Cubic boron nitride is held in one fixed cell, and six levels of theory are asked how hard the crystal pushes on it. A positive pressure means that the crystal would expand if released, a negative one that it would contract. The cell was relaxed with the functional r2SCAN, so the pressure measures disagreement with r2SCAN and not with experiment. Apart from Hartree-Fock, every row is a hybrid: a parent functional in which a fraction $a$ of the approximate, semilocal exchange is replaced by exact exchange.

Ansatz 0.2.0, plane-wave PAW calculations with hybrid density functionals and Hartree-Fock for cubic BN, without spin polarisation. All rows use the same fixed two-atom cell, relaxed with r2SCAN, an 8×8×8 k mesh and fixed occupations. Pressure is positive in compression.

| functional | wave cutoff | pressure (GPa) |
| --- | --- | --- |
| DDH-PBE0 | 420 eV | -3.200 |
| HSE06 | 420 eV | -4.400 |
| Hartree-Fock | 420 eV | -3.700 |
| PBE0 | 420 eV | -4.300 |
| r2SCAN0 | 500 eV | -6.600 |
| r2SCANh | 500 eV | -2.700 |

### (a) What does exact exchange do to the pressure?

r2SCANh and r2SCAN0 have the same parent, r2SCAN, and the same wave cutoff. They contain 10% and 25% exact exchange. Find how the pressure depends on the fraction, and explain the sign.

*Solution.* At volume $V$ the energy of such a hybrid is

$$E_a(V) = E_0(V) + a\,\Delta(V), \qquad \Delta = E_x^{\text{exact}} - E_x^{\text{semilocal}},$$

where $E_0$ is the energy of the parent. The orbitals already minimise the energy, so their response to a small change of $a$ enters only at second order. With $p=-dE/dV$ the pressure at a fixed cell is then nearly a straight line,

$$p_a \approx p_0 + a\,s, \qquad s=-\frac{d\Delta}{dV}.$$

From r2SCANh to r2SCAN0 the pressure changes by −3.9 GPa, or −2.6 GPa for every ten percentage points of exact exchange. Two rows always define a line, but its limit at $a=0$ can be checked. There the hybrid becomes r2SCAN, which should feel almost no pressure in its own cell, and the line gives −0.1 GPa.

The negative slope means that exact exchange becomes more costly, compared with the semilocal kind, as the crystal expands. The hydrogen molecule suggests why. When its bond is stretched, the two electrons increasingly avoid sitting on the same atom, and this left-right correlation lowers the energy. Semilocal exchange imitates part of that gain because it treats exchange as a local affair around each electron; exact exchange does not. Mixing in exact exchange therefore penalises stretching and shortens the bond. The comparison gives the direction only, since boron nitride has a network of polar bonds that are strained very little here.

Because the crystal is stiff, these pressures correspond to small changes in size. With a bulk modulus $B$ of roughly 400 GPa, the cell edge would change by about $p/(3B)$. For r2SCAN0, the row with the strongest pull, this is a contraction of about 0.55%.

### (b) Why do hybrids with similar fractions differ?

PBE0 has 25% exact exchange, as r2SCAN0 has, but its parent is PBE. DDH-PBE0 also starts from PBE and takes its fraction from the inverse dielectric constant of the crystal. HSE06 uses 25%, but only between electrons that are close together. Explain the pressures of these three rows.

*Solution.* The parent sets the starting point of the line. If the slope from part (a) also holds for PBE0, removing its exact exchange raises the pressure by $2.5\times2.6=6.5$ GPa, from −4.3 to about +2.2 GPa. PBE itself would then push outward, in keeping with its well-known tendency to make solids too large. That head start would explain why PBE0 pulls less than r2SCAN0, though no PBE row is here to confirm it. The cutoffs of the two rows differ as well, and no row here tells whether the basis adds to their difference or hides part of it.

For DDH-PBE0 the numerical fraction is not given, but its band gap can serve as a gauge. In the r2SCAN pair the gap grows by 0.757 eV per ten percentage points. The gap of DDH-PBE0 lies 0.276 eV below that of PBE0, which suggests a fraction smaller by $10\times0.276/0.757\approx3.6$ points, so about 21%.

This smaller fraction should weaken the pull by $0.36\times2.6\approx0.9$ GPa. The calculation gives 1.1 GPa. Neither PBE-based row was used to set the slopes, so the result supports carrying the ratio of the two slopes from one parent to the other. It does not test either slope alone, since an error common to both would cancel. The stresses are only loosely converged, and the remaining difference is too small to interpret.

HSE06 shows that the gap is a gauge and not the cause. Its gap is 0.76 eV smaller than that of PBE0, yet the two pressures agree within about 0.1 GPa. If pressure followed the gap, HSE06 would stand near −1.7 GPa instead of −4.4 GPa. What HSE06 leaves out is exact exchange at long range, which helps to separate filled from empty bands. Semilocal exchange takes its place there. The swap does raise the total energy, by 0.11 eV per cell, which is more than the 0.04 eV between PBE0 and DDH-PBE0. Since the pressure hardly moves, this shift must be nearly the same at slightly different volumes. That is expected in an insulator. In both descriptions exchange clears a hole of exactly one electron around each electron, and the long-range part of the repulsion hardly notices when this compact hole shrinks or swells a little.

### (c) Why is Hartree-Fock not the extreme case?

Hartree-Fock has 100% exact exchange, four times the fraction in PBE0. Its pressure is nevertheless −3.7 GPa, in the middle of the table. Explain this by taking the line to its other limit.

*Solution.* Raising $a$ to 1 in PBE0 would replace all semilocal exchange but keep the correlation part of PBE. With the slope from part (a), this limit lies at an inward pull of some tens of GPa. The straight line is stretched far beyond the rows that set it, so only the order of magnitude counts. Hartree-Fock is a different limit, because it also drops correlation.

The correlation in PBE mainly describes how electrons avoid one another at short distance. It lowers the energy more when the electrons are packed more densely, and so it pulls the crystal inward. An even electron gas with the valence density of this crystal gives a correlation pull that is again some tens of GPa. The gas ignores bonds and atomic cores, so this estimate is as crude as the first.

Going from PBE0 to Hartree-Fock thus makes two large changes that oppose each other. More exact exchange pulls the cell inward, while the loss of correlation lets it spring back. Their near-cancellation is a reasoned explanation, since no row has full exact exchange with correlation kept. It does show why a middling pressure is no sign that Hartree-Fock resembles the hybrids: its band gap is 13.7 eV, about twice that of PBE0.

The output below gives the line through the two r2SCAN hybrids, its use on the other rows and the two crude estimates for Hartree-Fock.

Printed output of the fit:

```
Rough change of edge that would relieve the pressure:
           row  gap_eV  edge_change_percent
      DDH-PBE0   6.282              -0.2667
         HSE06   5.794              -0.3667
  Hartree-Fock   13.73              -0.3083
          PBE0   6.558              -0.3583
       r2SCAN0   6.886                -0.55
       r2SCANh   5.751               -0.225
Pressure change from r2SCANh to r2SCAN0 in GPa: -3.9
Pressure change per 10 percentage points of exact exchange in GPa: -2.6
r2SCAN line continued to no exact exchange in GPa: -0.1
Gap change per 10 percentage points in the r2SCAN pair in eV: 0.7567
Gap of DDH-PBE0 less that of PBE0 in eV: -0.276
Exchange fraction of DDH-PBE0 inferred from its gap: 0.2135
Pressure of DDH-PBE0 predicted from PBE0 and the r2SCAN slope in GPa: -3.352
Computed pressure of DDH-PBE0 less that of PBE0 in GPa: 1.1
Gap of HSE06 less that of PBE0 in eV: -0.764
Pressure of HSE06 if pressure followed the gap in GPa: -1.675
Computed pressure of HSE06 less that of PBE0 in GPa: -0.1
Pressure of r2SCAN0 less that of PBE0 in GPa (cutoffs differ): -2.3
PBE0 continued to full exchange with correlation kept in GPa (crude): -23.8
Hartree-Fock less that continuation in GPa (crude): 20.1
Correlation pressure of an even electron gas of this density in GPa (crude): -21.39
```
